Question

The table gives low-lying states of the molecule BN from full CI in a small basis, all at one bond length. State irrep is the symmetry label of a state, and state multiplicity is 1 for a singlet and 3 for a triplet.

Four lowest singlet and two lowest triplet states of neutral, isolated BN, calculated with Ansatz 0.2.0 by full CI in the 6-31G basis with frozen 1s cores. All states share the PBE0/def2-TZVP geometry (B–N 1.26 Å), and irreps are given in C2v.

```
row  state multiplicity  state irrep  energy above the lowest state (eV)
  1                   1           A1                               0.000
  2                   1           B2                               1.082
  3                   1           B1                               1.082
  4                   1           A1                               3.320
  5                   3           B1                               0.415
  6                   3           B2                               0.415
```

(a) Which rows belong together as one level, and which electron configurations do the levels come from?
(b) Hund's rule puts the highest spin lowest. Where does it hold here, where does it not, and why? Estimate the exchange energy involved.
(c) What kind of state is row 4? Use also the orbital occupations from the same calculation, averaged over all six states with equal weights. The three fullest valence σ orbitals hold 1.977, 1.805 and 0.883 electrons, and all π orbitals together hold 3.294.
(d) Would you trust the calculated order for the real molecule?

Model answer

(a) Rows 2 and 3 have the same energy, and so do rows 5 and 6. In a linear molecule such a B1/B2 pair is one doubly degenerate Π level, so the six rows are four levels. BN has eight valence electrons. With two σ pairs and a full π shell, π⁴, every electron is paired and only a singlet Σ⁺ state can arise. This is the leading configuration of row 1. The lowest singlet of BN is known to mix in other configurations strongly, so "closed-shell" below names its main part only. Moving one π electron into the next σ orbital, which points outwards from boron, gives π³σ¹. This has two unpaired electrons and yields both a triplet Π and a singlet Π.

(b) Hund's rule compares states of one configuration, and there it holds: the triplet Π lies 0.667 eV below the singlet Π. The two unpaired electrons sit in the same two orbitals in both states. With parallel spins the Pauli principle keeps them apart, which lowers their repulsion by the exchange integral K; in the singlet the repulsion is raised by K. If M is the cost of moving the electron from π to σ with the exchange between the two unpaired electrons left out, the energies above row 1 are

E(triplet Π) = M − K
E(singlet Π) = M + K

Half the difference and half the sum of the two calculated energies give

K = (1.082 − 0.415)/2 eV ≈ 0.33 eV
M = (1.082 + 0.415)/2 eV ≈ 0.75 eV

The triplet could become the lowest state only if K were larger than M, and here it is less than half of M. Exchange therefore repays part of the promotion cost, and the closed-shell singlet stays lowest. Hund's rule is not broken, because row 1 belongs to another configuration.

(c) The label A1 fits a second Σ⁺ state, but also one half of a Δ level. The occupations given in the question help to decide, although they are averages over all six states. Summed over the states, they contain about 19.8 π electrons. The four Π components account for 12 and row 1 for 4, which leaves nearly 4 for row 4, so its π shell has not lost two electrons to σ.

The third σ orbital, which receives the promoted electron in the Π levels, holds about 5.3 electrons in the same sum. Four come from the Π components, which leaves about 1.3 for rows 1 and 4 together. If row 1 is mainly closed-shell, most of this belongs to row 4: roughly one electron, taken from the second σ orbital, which is about 1.2 electrons short of full in the same sum. One electron in each of two σ orbitals, beside a full π shell, gives a Σ⁺ state. Correlation mixes configurations and blurs such counts, so this is a likely assignment and not a proof.

(d) No. In nature the triplet Π is the ground state, with the singlet Σ⁺ a few hundredths of an eV above it (a rough, recalled size). The calculation thus places the triplet about 0.4 eV too high relative to the singlet. Part of this comes from the common bond length of 1.26 Å, which suits the singlet: the triplet has lost a π bonding electron and prefers a longer bond. A rough harmonic estimate puts its gain from stretching near 0.1 eV, which leaves it above the singlet.

Remarks on the reasoning

The mistake to avoid in (b) is to apply Hund's rule to the whole table. The safe order of work is to assign configurations first, compare spins within each, and only then ask what it costs to go from one configuration to another. Where a triplet arises by moving one electron from a filled orbital to an empty one just above it, the same simple model applies: the triplet falls below the closed-shell singlet only if the effective exchange integral is larger than the promotion cost.

The model in (b) was fitted to the two Π levels, two constants for two energies, so its perfect agreement tests nothing. K and M are effective values that also absorb correlation and the reshaping of the orbitals. M is measured from the full CI energy of row 1, so it includes the correlation that lowers that state and is not a plain gap between two orbitals. The printed analysis below lists them together with the electron counts used in (c).

A good answer to (d) also asks which error is left. Full CI treats the correlation of the valence electrons exactly within the basis, so the suspicion falls mainly on the basis, which has no d functions to let the electrons polarise and avoid each other; the frozen cores are a further approximation. That remains untested here. Would full CI in a larger basis, with each state at its own bond length, bring the triplet below the singlet?

The analysis program printed:

```
triplet Pi above the lowest singlet, eV: 0.415
singlet Pi above triplet Pi, eV: 0.667
effective exchange integral K, half of that gap, eV: 0.3335
midpoint M of the two Pi levels above the lowest singlet, eV: 0.7485
ratio K/M (triplet would be lowest above 1): 0.4456
second A1 singlet above singlet Pi, eV: 2.238
pi electrons summed over the six states: 19.76
same sum expected if row 4 keeps four pi electrons: 20
same sum expected if row 4 is pi2 sigma2: 18
electrons in the upper sigma orbital summed over the six states: 5.299
same sum expected for a sigma to sigma promotion in row 4: 5
same sum expected for pi2 sigma2 in row 4: 6
same sum expected for a pi to pi* promotion in row 4: 4
holes in the sigma orbital below it summed over the six states (1 expected for sigma to sigma, 0 for the other two): 1.167
rough relaxation energy of the triplet, order of magnitude, eV: 0.1225
triplet still above the singlet after that rough relaxation, eV: 0.2925
```
